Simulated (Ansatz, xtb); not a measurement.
# Two isomers of C2H7BrOSi2

We compare X, `Br[Si@@H]1CC[SiH2]O1`, a singlet, with Y, `C=C[Si@H](Br)O[SiH3]`, a singlet. Both are isolated molecules in the gas phase, relaxed with PBE-D3(BJ)/def2-SVP; the shapes shown needn't be the lowest conformers.

X (Å):

```tsv
atom	x (Å)	y (Å)	z (Å)
C	-0.2828	-1.4958	1.1029
C	-1.1574	-0.3784	0.4714
Br	1.1592	-1.9026	4.1852
O	-1.2884	0.0045	3.2149
Si	-0.6865	-1.5494	2.9622
Si	-1.3924	0.9629	1.8090
H	-1.6900	-2.5659	3.4117
H	0.7963	-1.2441	1.0216
H	-0.4161	-2.4798	0.6071
H	-0.7218	0.0107	-0.4722
H	-2.1648	-0.7725	0.2158
H	-2.7306	1.6412	1.7619
H	-0.3034	2.0004	1.8107
```

Y (Å):

```xyz
13

C     2.2822    0.6137    1.1978
C     1.3686   -0.3738    1.1118
Br   -1.1496   -0.9473   -1.0481
O    -0.6541    1.6328    0.8142
Si   -0.4430   -0.0180    0.8838
Si   -1.5705    2.7635   -0.0352
H     1.9830    1.6739    1.1362
H     3.3583    0.4078    1.3307
H     1.6967   -1.4276    1.1744
H    -1.3073   -0.6029    1.9589
H    -1.1399    2.8140   -1.4734
H    -3.0329    2.4229    0.0408
H    -1.3247    4.0924    0.6156
```

Q: Estimate which is lower in electronic energy at CCSD(T)/def2-SVP + ΔMP2/def2-TZVPP, and by roughly how much.

A: The CCSD(T)/def2-SVP + ΔMP2/def2-TZVPP calculation puts structure X lower, by 0.908 eV.

How the difference moves with the method:

```csv
level,geometry,E(Y) − E(X) (eV),departure from the last row (eV),"job, with rough time for the two"
GFN2-xTB,GFN2-xTB,+0.672,−0.236,"optimisation, 0.32 s"
HF/STO-3G,GFN2-xTB,+2.355,+1.446,"single point, 0.5 s"
r2SCAN-D4/def2-SVP,GFN2-xTB,+1.057,+0.149,"single point, 4.9 s"
PBE-D3(BJ)/def2-SVP,PBE-D3(BJ)/def2-SVP,+1.086,+0.178,"optimisation, 1.9 min"
HF/def2-SVP,PBE-D3(BJ)/def2-SVP,+0.640,−0.268,part of the CCSD(T) run
MP2/def2-SVP,PBE-D3(BJ)/def2-SVP,+0.972,+0.063,part of the CCSD(T) run
CCSD(T)/def2-SVP,PBE-D3(BJ)/def2-SVP,+0.841,−0.068,single point
CCSD(T)/def2-SVP + ΔMP2/def2-TZVPP,PBE-D3(BJ)/def2-SVP,+0.908,,"single point, 90 s"
```

As drawn, Y has 1 C=C, 1 Si–H in place of 1 C–Si, 1 C–C, 1 C–H. Structure X has a 5-membered ring, Y no ring.

None of the levels shown reverses the order. The largest departure from CCSD(T)/def2-SVP + ΔMP2/def2-TZVPP is that of HF/STO-3G, 1.446 eV. The last row adds to CCSD(T) the change of the MP2 difference between the two basis sets, here +0.068 eV.

With thermal terms from frequencies at re-optimised GFN2-xTB minima (ideal gas, soft modes damped towards free rotors, one conformer each, 298.15 K, 1 atm): on the last row, ΔE + ΔZPE = +0.737, ΔH = +0.793, ΔG = +0.647 eV.

The correlated steps freeze 22 core orbitals; the filled d shell of Br is correlated, in a basis made for valence electrons. Programs: Ansatz 0.2.0, xtb 6.7.1; the last row on 4 threads of Arm Neoverse V1 on a shared host.

The preference for X is essentially the driving force of an intramolecular hydrosilylation: adding the terminal Si–H bond of Y across its vinyl group gives the ring. A C=C π bond and a relatively weak Si–H bond are exchanged for σ bonds to carbon, and the strong C–H bond formed carries much of the gain. Closing the ring narrows the naturally wide, soft Si–O–Si angle, which probably costs X some of this advantage without cancelling it.

Electron correlation favours the ring: with the same basis and geometries, the gap rises from +0.640 eV in Hartree–Fock to +0.841 eV in CCSD(T), with MP2 overshooting. The extreme HF/STO-3G value probably reflects a minimal basis too rigid to treat π and σ bonds evenly.

Zero-point energy narrows the gap, as expected when a soft Si–H oscillator is replaced by a stiffer C–H one, and entropy favours the floppier open chain, yet X remains lower in free energy. This says nothing about the rate of ring closure, since uncatalysed hydrosilylation generally faces a substantial barrier.
